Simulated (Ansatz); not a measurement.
# Isomers of C2H8Sn

2 of its isomers, all singlets with charge 0: A = `C[CH2][SnH3]`; B = `[CH3][SnH2][CH3]`.

Shapes, held fixed at every level: PBE0-D4/def2-TZVP. Programs: Ansatz 0.2.0.

A:

```xyz
11

C    -1.0698    1.0245   -0.2489
C    -0.5695   -0.4052   -0.3941
Sn    1.3691   -0.7158    0.4833
H    -1.1574    1.3177    0.8006
H    -0.3972    1.7392   -0.7304
H    -2.0568    1.1501   -0.7045
H    -1.2558   -1.1116    0.0792
H    -0.4982   -0.6916   -1.4462
H     1.3112   -0.3458    2.1531
H     2.5108    0.3181   -0.2623
H     1.8791   -2.3366    0.2911
```

B:

```xyz
11

C    -1.3074    1.1303   -0.4680
Sn   -0.2651   -0.7332   -0.2931
C     1.5799   -0.4404    0.7556
H    -2.2477    0.9908   -1.0016
H    -0.6962    1.8493   -1.0147
H    -1.5217    1.5320    0.5229
H     0.0540   -1.3635   -1.8553
H    -1.2383   -1.8600    0.5570
H     2.2060    0.2716    0.2167
H     1.3829   -0.0502    1.7547
H     2.1188   -1.3836    0.8465
```

Electronic energies in kJ/mol, without zero-point or thermal terms.

```csv
level,kind,B − A
PBE-D4/def2-TZVPP,GGA,-34.6
PBE0-D4/def2-TZVPP,global hybrid,-34.3
wB97M-V/def2-TZVPP,range-separated hybrid,-36.4
wB97X-V/def2-TZVPP,range-separated hybrid,-34.4
B2PLYP/def2-TZVPP,double hybrid,-38.3
MP2/def2-TZVPP,perturbation theory,-41.7
CCSD/def2-SVP,coupled cluster or CI,-21.3
CCSD(T)/def2-TZVPP,coupled cluster or CI,-37.6
```

The highest level, CCSD(T)/def2-TZVPP, puts B lowest of these. All levels agree on that. The B − A difference spans -41.7 to -21.3 kJ/mol over the levels. For atoms past krypton def2 sets carry core potentials with scalar relativity. Correlated rows may include outer-core shells of Sn, which these sets cover unevenly.

Dimethylstannane (B) lies below ethylstannane (A) at every level, by 37.6 kJ/mol with CCSD(T). Going from A to B trades a C–C and a Sn–H bond for a Sn–C and a C–H bond. The Sn–C bond is weaker than the C–C bond it replaces, but the strong C–H bond gained in place of a weak Sn–H bond more than makes up for this. Tin's diffuse valence orbitals overlap poorly with hydrogen 1s, whereas carbon binds hydrogen compactly and strongly. Bond polarity works in the same direction, since B places two carbons rather than one next to the electropositive tin.

The density functionals all fall close to CCSD(T), while MP2 overshoots somewhat. CCSD gives a clearly smaller preference, probably owing more to its smaller basis than to the missing triples, though these data cannot separate the two. The ordering is therefore well supported for these two structures, but it implies no easy conversion of A into B, which would require cleaving a C–C bond.
